\section*{Appendix: Real-axis Eliashberg equations at zero temperature}

\subsection*{A.1 Premises and conventions}

Units are $\hbar=k_B=1$, with energies in meV. The matrices $\tau_0,\dots,\tau_3$ are the unit and Pauli matrices in Nambu space, $\xi$ is the band energy from the chemical potential, and $N(0)$ is the density of states per spin at $\xi=0$. The premises are the following.

(i) The metal is isotropic, and the density of states is constant for $|\xi|<E_B$, with $E_B$ far above all phonon energies.

(ii) Electron-phonon vertex corrections are dropped (Migdal's approximation), so the self-energy holds one dressed electron line and one phonon line.

(iii) The phonons are given. A mode of energy $\Omega$ has the propagator $D(i\nu)=-2\Omega/(\nu^2+\Omega^2)$, and the Fermi-surface average of the squared matrix elements defines
\begin{equation}
\alpha^2F(\Omega)=N(0)\Big\langle\!\Big\langle\sum_j|g^{j}_{\mathbf{kk}'}|^2\,\delta(\Omega-\omega_{\mathbf{k}-\mathbf{k}',j})\Big\rangle\!\Big\rangle,\qquad
\lambda(\nu)=\int_0^\infty d\Omega\,\alpha^2F(\Omega)\frac{2\Omega}{\nu^2+\Omega^2},
\end{equation}
with $\lambda\equiv\lambda(0)$. The spectrum is bounded by $\Omega_{\min}\le\Omega\le\Omega_{\max}$, and $\Omega_{\min}=0$ is allowed.

(iv) The screened Coulomb repulsion is static, of dimensionless strength $\mu$. Its normal part is contained in $\xi$.

(v) The pairing is $s$-wave, spin singlet and even in frequency, with a real order parameter, and there is no pair breaking.

\subsection*{A.2 Self-energy on the imaginary axis}

By (i) the self-energy depends on frequency only. It is written $\Sigma(z)=z[1-Z(z)]\tau_0+\phi(z)\tau_1$, and $\Delta=\phi/Z$ is the gap function. Dyson's equation $G^{-1}=z\tau_0-\xi\tau_3-\Sigma$ is inverted with $\tau_1\tau_3+\tau_3\tau_1=0$:
\begin{equation}
G(\xi,z)=\frac{zZ\,\tau_0+\xi\tau_3+\phi\,\tau_1}{s^2-\xi^2},\qquad s^2(z)=z^2Z^2-\phi^2 .
\label{eq:G}
\end{equation}
At $T=0$ the Matsubara sum becomes $\int d\omega'/2\pi$, and premise (ii) gives $\Sigma=-\int (d\omega'/2\pi)\sum_{\mathbf k'}|g|^2D\,\tau_3G\tau_3$, that is
\begin{equation}
\Sigma_{\rm ph}(i\omega)=\int\frac{d\omega'}{2\pi}\,\lambda(\omega-\omega')\,\tau_3\,\bar g(i\omega')\,\tau_3,\qquad \bar g(z)=\int d\xi\,G(\xi,z).
\label{eq:Migdal}
\end{equation}
The $\tau_3$ part of $G$ is odd in $\xi$ and integrates to zero, which is why $\Sigma$ needs no $\tau_3$ term. For the rest, choose the root $s$ with ${\rm Im}\,s>0$. Then $1/(s^2-\xi^2)=(1/2s)[1/(s-\xi)+1/(s+\xi)]$, each fraction integrates to $-i\pi$ over a wide band, and
\begin{equation}
\bar g(z)=-i\pi\,\frac{zZ\,\tau_0+\phi\,\tau_1}{s}.
\label{eq:gbar}
\end{equation}
At $z=i\omega'$ this is $-\pi(i\omega'\tau_0+\Delta\tau_1)/\sqrt{\omega'^2+\Delta^2}$. Since $\lambda(\nu)$ is real and even, Eq.~\eqref{eq:Migdal} maps real, even functions $Z(i\omega)$, $\phi(i\omega)$ onto real, even functions. A function that is analytic in the upper half-plane and real on the imaginary axis obeys $f(-z^*)=f(z)^*$, so the retarded functions satisfy
\begin{equation}
Z(-\omega)=Z(\omega)^*,\qquad \phi(-\omega)=\phi(\omega)^*,\qquad s(-\omega)=-s(\omega)^* .
\label{eq:sym}
\end{equation}
A real argument stands for $\omega+i0$, and the sign in the last relation preserves ${\rm Im}\,s>0$.

\subsection*{A.3 Spectral representation and frequency integral}

At fixed $\xi$ the propagator falls as $1/z$ and has the Lehmann form $G(\xi,z)=\int dx\,A(\xi,x)/(z-x)$, where $A=-{\rm Im}\,G(\xi,x+i0)/\pi$ is a real, symmetric, positive semidefinite matrix. By Eq.~\eqref{eq:gbar},
\begin{equation}
\int d\xi\,A(\xi,x)=n(x)\tau_0+p(x)\tau_1,\qquad n={\rm Re}\frac{xZ}{s},\qquad p={\rm Re}\frac{\phi}{s}.
\label{eq:np}
\end{equation}
Equation~\eqref{eq:sym} makes $n$ even and $p$ odd. The eigenvalues $n\pm p$ are not negative, so $|p|\le n$. Dividing numerator and denominator by $Z$,
\begin{equation}
n(x)={\rm Re}\frac{x}{\sqrt{x^2-\Delta^2(x)}},\qquad p(x)={\rm Re}\frac{\Delta(x)}{\sqrt{x^2-\Delta^2(x)}},
\label{eq:np2}
\end{equation}
where the root is $s/Z$. Wherever $n\neq0$ this is the branch that makes $n>0$. The function $n$ is the quasiparticle density of states in units of $N(0)$.

The Lehmann form is inserted in Eq.~\eqref{eq:Migdal} and the frequency integral is done first. The factor $1/(i\omega'-x)$ has its pole at $\omega'=-ix$, and the phonon factor has poles at $\omega'=\omega\pm i\Omega$ with residues $\pm1/i$. For $x>0$ the contour is closed in the upper half-plane and for $x<0$ in the lower, so only a phonon pole is enclosed:
\begin{equation}
\int\frac{d\omega'}{2\pi}\frac{2\Omega}{(\omega-\omega')^2+\Omega^2}\,\frac{1}{i\omega'-x}
=\frac{\theta(x)}{i\omega-x-\Omega}+\frac{\theta(-x)}{i\omega-x+\Omega}.
\label{eq:contour}
\end{equation}
The two terms describe an electron and a hole, each accompanied by one emitted phonon. With $\tau_3\tau_1\tau_3=-\tau_1$,
\begin{equation}
\Sigma_{\rm ph}(z)=\int d\Omega\,\alpha^2F(\Omega)\int dx\,[n(x)\tau_0-p(x)\tau_1]\Big[\frac{\theta(x)}{z-x-\Omega}+\frac{\theta(-x)}{z-x+\Omega}\Big].
\end{equation}
This holds for $z=i\omega$ with any $\omega>0$. Both sides are analytic in the upper half-plane and agree on a line, so they agree throughout, and $z\to\omega+i0$ is the unique continuation. Setting $x=-\omega'$ in the hole term and using the parities of $n$ and $p$ gives
\begin{align}
\omega[1-Z(\omega)]&=\int_0^\infty d\omega'\,n(\omega')K_-(\omega,\omega'),\qquad
\phi_{\rm ph}(\omega)=\int_0^\infty d\omega'\,p(\omega')K_+(\omega,\omega'),\label{eq:fold}\\
K_\pm(\omega,\omega')&=\int d\Omega\,\alpha^2F(\Omega)\Big[\frac{1}{\omega'+\omega+\Omega+i0}\pm\frac{1}{\omega'-\omega+\Omega-i0}\Big].\label{eq:K}
\end{align}
For $\omega'\gg\omega,\Omega_{\max}$ one has $K_-\simeq-2\omega a/\omega'^2$ and $K_+\simeq2a/\omega'$ with $a=\int\alpha^2F\,d\Omega$. Because $n\to1$ and $p\sim1/\omega'$, both folded integrals converge, and the band edges can be sent to infinity in them.

\subsection*{A.4 Coulomb term}

A static repulsion replaces $\lambda(\omega-\omega')$ by $-\mu$ in Eq.~\eqref{eq:Migdal}. The symmetric integral is $\int(d\omega'/2\pi)(i\omega'-x)^{-1}=-\tfrac12{\rm sgn}\,x$. The $\tau_0$ part vanishes because $n$ is even, and the $\tau_1$ part is $\phi_C=-\mu\int_0^{E_B}p\,d\omega'$. This integral grows as a logarithm and needs the finite band. Choose $\omega_c$ with $\Omega_{\max}\ll\omega_c\ll E_B$. Above $\omega_c$ the phonon terms are small, so $Z\simeq1$, $\phi\simeq\phi_C$ and $p\simeq\phi_C/\omega'$. Then $\phi_C=-\mu[\int_0^{\omega_c}p\,d\omega'+\phi_C\ln(E_B/\omega_c)]$, which is solved by
\begin{equation}
\phi_C=-\mu^*\int_0^{\omega_c}d\omega'\,p(\omega'),\qquad \mu^*(\omega_c)=\frac{\mu}{1+\mu\ln(E_B/\omega_c)},
\end{equation}
the pseudopotential of Morel and Anderson. The value of $\mu^*$ is tied to the cutoff, without which the term would diverge. The phonon integral is cut at $\omega_c$ as well. For $\omega\ll\omega_c$ the piece dropped is $\int_{\omega_c}^\infty(\phi_C/\omega')(2a/\omega')d\omega'=2a\phi_C/\omega_c$.

\subsection*{A.5 Imaginary parts and the gap edge}

For $\omega,\omega'>0$ the first denominator in Eq.~\eqref{eq:K} never vanishes, while ${\rm Im}\,(y-i0)^{-1}=\pi\delta(y)$ in the second. Hence ${\rm Im}\,K_\pm=\pm\pi\alpha^2F(\omega-\omega')$. Let $E_0$ be the lower edge of the support of $n$ on the positive axis. Since $|p|\le n$, $p$ also vanishes below $E_0$, and
\begin{equation}
\omega\,{\rm Im}\,Z(\omega)=\pi\int_{E_0}^{\omega}d\omega'\,n(\omega')\,\alpha^2F(\omega-\omega'),\qquad
{\rm Im}\,\phi(\omega)=\pi\int_{E_0}^{\omega}d\omega'\,p(\omega')\,\alpha^2F(\omega-\omega').
\label{eq:Im}
\end{equation}
The integrands need $\omega-\omega'\ge\Omega_{\min}$ with $\omega'\ge E_0$. Both imaginary parts therefore vanish for $|\omega|<E_0+\Omega_{\min}$: a quasiparticle can emit a phonon only if a final state exists. In this window $K_-=-2\omega\int d\Omega\,\alpha^2F/[(\omega'+\Omega)^2-\omega^2]$ has the sign of $-\omega$, so $Z>1$, and $\Delta=\phi/Z$ is real, even and smooth.

Inside the window $s^2=Z^2(\omega^2-\Delta^2)$ is real. Where $\omega<|\Delta(\omega)|$ the root $s$ is imaginary and $n=p=0$; where $\omega>|\Delta(\omega)|$ it is real and $n>0$. For a solution with $\Delta(0)>0$, the first case holds near $\omega=0$, so $E_0>0$. Below $E_0$ the absence of weight requires $\omega\le\Delta(\omega)$, and continuity gives $\Delta(E_0)\ge E_0$. Suppose $\Delta(E_0)>E_0$. If $\Omega_{\min}>0$, then $n$ would remain zero above $E_0$, against the definition of $E_0$. If $\Omega_{\min}=0$ and $\alpha^2F$ is bounded, $s^2$ stays close to a negative number just above $E_0$. There $n$ is a smooth function of $\omega Z$ and $\phi$ that vanishes when both are real, so $n\le C(|{\rm Im}\,\omega Z|+|{\rm Im}\,\phi|)\le2\pi C\max(\alpha^2F)\int_{E_0}^\omega n\,d\omega'$ with a finite constant $C$. Gronwall's lemma then forces $n=0$, the same contradiction. Thus $E_0=\Delta_0$, the smallest positive root of $\omega=\Delta(\omega)$, and the equations take their final form:
\begin{align}
Z(\omega)\Delta(\omega)&=\int_{\Delta_0}^{\omega_c}d\omega'\,{\rm Re}\Big[\frac{\Delta(\omega')}{\sqrt{\omega'^2-\Delta^2(\omega')}}\Big]\big[K_+(\omega,\omega')-\mu^*(\omega_c)\big],\label{eq:gap}\\
[1-Z(\omega)]\,\omega&=\int_{\Delta_0}^{\infty}d\omega'\,{\rm Re}\Big[\frac{\omega'}{\sqrt{\omega'^2-\Delta^2(\omega')}}\Big]K_-(\omega,\omega'),\label{eq:Z}\\
\Delta_0&={\rm Re}\,\Delta(\Delta_0),\qquad {\rm Im}\,\Delta(\omega)={\rm Im}\,Z(\omega)=0\quad\text{for }|\omega|<\Delta_0+\Omega_{\min}.\label{eq:edge}
\end{align}
This is the form used by Schrieffer, Scalapino and Wilkins. If the slope $\Delta'$ of $\Delta(\omega)$ at the edge is below one, then $\omega^2-\Delta^2\simeq2\Delta_0(1-\Delta')(\omega-\Delta_0)$, and $n\simeq p\simeq[\Delta_0/2(1-\Delta')(\omega-\Delta_0)]^{1/2}$ has the inverse square-root edge of BCS theory.

Two limits test the signs and factors. For $\Delta=0$, $n=1$ and small $\omega$, $K_-\to-2\omega\int d\Omega\,\alpha^2F/(\omega'+\Omega)^2$, whose integral over $\omega'$ is $-\lambda\omega$, so $Z(0)=1+\lambda$. For $\omega,\omega'\ll\Omega$, $K_+\to\lambda$, the BCS attraction.

\subsection*{A.6 Onset of damping}

Quasiparticles are the roots of $s^2(\omega)=\xi^2$. For small imaginary parts put $\omega=E-i\Gamma$ and $Z_1={\rm Re}\,Z$. To first order $\Gamma={\rm Im}\,s^2/\partial_E{\rm Re}\,s^2$, with ${\rm Im}\,s^2=2Z_1[E\cdot E\,{\rm Im}Z-{\rm Re}\Delta\,{\rm Im}\phi]$. If $Z_1$ and ${\rm Re}\,\Delta$ vary slowly, $\partial_E{\rm Re}\,s^2\simeq2Z_1^2E$, and
\begin{equation}
\Gamma=\frac{1}{Z_1}\Big[E\,{\rm Im}Z-\frac{{\rm Re}\,\Delta}{E}{\rm Im}\,\phi\Big],\qquad
{\rm Im}\,\Delta=\frac{1}{Z_1}\big[{\rm Im}\,\phi-{\rm Re}\Delta\,{\rm Im}Z\big].
\label{eq:Gamma}
\end{equation}
The occupation decays with the lifetime $\tau=\hbar/2\Gamma$.

For an Einstein mode, $\alpha^2F=\tfrac12\lambda\Omega_E\delta(\Omega-\Omega_E)$, Eq.~\eqref{eq:Im} gives $\omega\,{\rm Im}Z=\tfrac{\pi}{2}\lambda\Omega_E\,n(\omega-\Omega_E)$, a copy of the gap edge at $\Delta_0+\Omega_E$. A crystal has acoustic modes, so $\Omega_{\min}=0$ and the undamped window ends at $\Delta_0$ itself. Take $\alpha^2F=b\Omega^2$ at low energy and $\Delta\simeq\Delta_0$ near the edge. With $w=\omega/\Delta_0$ and $\omega'=\Delta_0\cosh t$, one has $p\,d\omega'=\Delta_0dt$ and $n\,d\omega'=\Delta_0\cosh t\,dt$, so ${\rm Im}\,\phi=\pi b\Delta_0^3S_0$ and $\omega\,{\rm Im}Z=\pi b\Delta_0^3S_1$, where
\begin{align}
S_0&=\int_0^{t_w}(w-\cosh t)^2dt=(w^2+\tfrac12)\,t_w-\tfrac32w\sigma,\nonumber\\
S_1&=\int_0^{t_w}\cosh t\,(w-\cosh t)^2dt=\sigma+\tfrac13\sigma^3-w\,t_w,
\label{eq:S}
\end{align}
$t_w={\rm arcosh}\,w$ and $\sigma=\sqrt{w^2-1}$. Equation~\eqref{eq:Gamma} becomes
\begin{equation}
{\rm Im}\,\Delta=\frac{\pi b\Delta_0^3}{Z_1}\Big(S_0-\frac{S_1}{w}\Big),\qquad \Gamma=\frac{\pi b\Delta_0^3}{Z_1}\Big(S_1-\frac{S_0}{w}\Big).
\label{eq:ImD}
\end{equation}
Near the edge set $\epsilon=w-1$ and $y=\cosh t-1$, so that $dt\simeq dy/\sqrt{2y}$. The integrals become beta functions. The integrand $(\epsilon-y)^2$ gives $S_0\simeq S_1\simeq\tfrac{16}{15}\epsilon^{5/2}/\sqrt2$. These leading terms cancel in both brackets of Eq.~\eqref{eq:ImD}. The first bracket has the integrand $(w-\cosh t)^3/w\simeq(\epsilon-y)^3$ and tends to $\tfrac{32}{35}\epsilon^{7/2}/\sqrt2$. The second has $(w-\cosh t)^2(\cosh t-1/w)\simeq(\epsilon-y)^2(y+\epsilon)$ and tends to $\tfrac{128}{105}\epsilon^{7/2}/\sqrt2$. Since ${\rm Im}\,\Delta$ vanishes faster than $\omega-\Delta_0$, the edge singularity survives the acoustic tail.

\subsection*{A.7 Range of validity}

Vertex corrections are of relative order $\lambda\Omega_{\max}/E_B$, and the constant density of states fails when the bands have structure on the scale of $\omega_c$. The pseudopotential carries corrections of order $a/\omega_c$: besides the term $2a/\omega_c$ above, Eq.~\eqref{eq:Im} gives ${\rm Im}\,Z\simeq\pi a/\omega$ at high energy. In practice these are absorbed when $\mu^*$ is fitted at a stated cutoff. Anisotropic or multiband gaps spread the edge over a range of energies, and magnetic impurities, fields or currents violate premise (v). The power of $\Omega$ in the low-energy tail of $\alpha^2F$ depends on the Fermi surface and on disorder, and the exponents $5/2$ and $7/2$ belong to the quadratic tail. The exact vanishing in Eq.~\eqref{eq:edge} is a property of $T=0$. At finite temperature, phonon absorption and recombination with thermal quasiparticles give imaginary parts at all energies. The equations then remain a good approximation for real parts when $T\ll\Delta_0$, and for the damping at $\omega$ when also $T\ll\omega-\Delta_0$. Damping by electron-electron scattering is outside the premises.

\subsection*{A.8 Illustration: a Debye model for tantalum}

The inputs are $\lambda=0.69$ and $\Delta_0=0.70$ meV, both typical values for bcc Ta, and the Debye temperature 240 K (compiled value, Wikipedia), which gives $\Omega_D=20.68$ meV. The model spectrum is $\alpha^2F=\lambda(\Omega/\Omega_D)^2$ for $\Omega<\Omega_D$, normalised so that $2\int\alpha^2F\,d\Omega/\Omega=\lambda$. It has $b=\lambda/\Omega_D^2=1.61\times10^{-3}$ meV$^{-2}$ and $a=\lambda\Omega_D/3$, and it does not resolve separate transverse and longitudinal peaks. The small parameter is $\delta=\Delta_0/\Omega_D=0.03385$. With an illustrative $E_B=5$ eV the vertex parameter is $0.003$, and for $\omega_c=10\,\Omega_D$ the cutoff terms are $2a/\omega_c=0.046$ and $\pi a/\omega_c=0.07$.

The gap is an input, which amounts to fixing $\mu^*$ through Eqs.~\eqref{eq:gap} and \eqref{eq:edge}. Predicting it needs the full solution, because Eq.~\eqref{eq:gap} samples $p$ at $\omega'\sim\Omega_D$, where $\Delta$ changes by as much as its own size. The quantities below depend on $\Delta$ mainly near the edge. There $\mu^*$ cancels from $\phi(\omega)-\phi(0)=\int p\,[K_+(\omega,\omega')-K_+(0,\omega')]d\omega'$, and the bracket is of order $\lambda(\omega/\Omega_D)^2\ln(\Omega_D/\omega')$. The weight $d\omega'/\omega'$ adds a second logarithm, so the relative variation of $\Delta$ has the scale $w^2\lambda\delta^2\ln^2(2/\delta)/Z_1=0.008\,w^2$ at most. A constant gap is thus good to a few per cent or better up to $w=2$.

For $\omega\to0$, Eq.~\eqref{eq:Z} with $x=\Omega/\Omega_D$ and $\omega'=\Delta_0\cosh t$ gives
\begin{equation}
Z(0)=1+\lambda\int_0^1 2x\,J(\delta/x)\,dx,\qquad J(d)=\int_0^\infty\frac{d\cosh t\,dt}{(1+d\cosh t)^2}=\frac{1}{1-d^2}-\frac{d^2\,{\rm arcosh}(1/d)}{(1-d^2)^{3/2}}.
\end{equation}
The closed form follows from $M(q)=\int_0^\infty dt/(q+d\cosh t)={\rm arcosh}(q/d)/\sqrt{q^2-d^2}$, since $J=M+\partial_qM$ at $q=1$. With $x=\delta\cosh\vartheta$, the measure $2x(1-J)dx$ equals $2\delta^2(\vartheta\coth^2\vartheta-\coth\vartheta)\,d\vartheta$, whose antiderivative is $\delta^2(\vartheta^2-2\vartheta\coth\vartheta)$. This function is even in $\vartheta$ and continues smoothly to $x<\delta$, where $\vartheta$ is imaginary. At $x=0$, $\vartheta=i\pi/2$ and it equals $-\delta^2\pi^2/4$. Therefore
\begin{equation}
Z(0)=1+\lambda\Big\{1-\delta^2\Big[\vartheta_0^2-2\vartheta_0\coth\vartheta_0+\frac{\pi^2}{4}\Big]\Big\},\qquad\vartheta_0={\rm arcosh}(1/\delta).
\end{equation}
Here $\vartheta_0=4.079$, the square bracket is $10.94$, and its product with $\delta^2$ is $0.0125$. Opening the gap lowers the model's $Z(0)$ by $0.009$, from $1.69$ to $1.68$. The constant gap misstates $n$ by ${\rm Re}(\Delta^2-\Delta_0^2)/2\omega'^2$, which is of order $\delta^2$ at $\omega'\sim\Omega_D$. It shifts $Z(0)$ by about $\lambda\delta^2=8\times10^{-4}$ times a number of order one, roughly a tenth of the effect.

With $Z_1=1.68$ the prefactor in Eq.~\eqref{eq:ImD} is $\pi\lambda\delta^2\Delta_0/Z_1=1.03\ \mu$eV, and ${\rm Im}\,Z=\pi\lambda\delta^2S_1/w$. At $w=2$, Eq.~\eqref{eq:S} gives $S_0=0.7302$ and $S_1=0.8302$, so the two brackets of Eq.~\eqref{eq:ImD} are $0.315$ and $0.465$. At $w=1.1$ they are $1.85\times10^{-4}$ and $2.50\times10^{-4}$.
\begin{center}
\begin{tabular}{ccccc}
$\omega/\Delta_0$ & ${\rm Im}\,Z$ & ${\rm Im}\,\Delta$ ($\mu$eV) & $\Gamma$ ($\mu$eV) & $\tau$ (ns)\\ \hline
$\le1$ & $0$ & $0$ & $0$ & $\infty$\\
$1.1$ & $5.4\times10^{-6}$ & $1.9\times10^{-4}$ & $2.6\times10^{-4}$ & $1.3\times10^{3}$\\
$2$ & $1.0\times10^{-3}$ & $0.33$ & $0.48$ & $0.68$
\end{tabular}
\end{center}
These are the model's values. They scale with $b$ and carry the few per cent uncertainty of the constant-gap step. The row at $w=1.1$ needs $T$ well below $0.1\Delta_0/k_B=0.81$ K, while the real parts need only $T\ll\Delta_0/k_B=8.1$ K. The model's phonon-emission lifetime grows from $0.68$ ns at $2\Delta_0$ to $1.3\ \mu$s at $1.1\Delta_0$ and diverges as $(\omega-\Delta_0)^{-7/2}$ at the edge.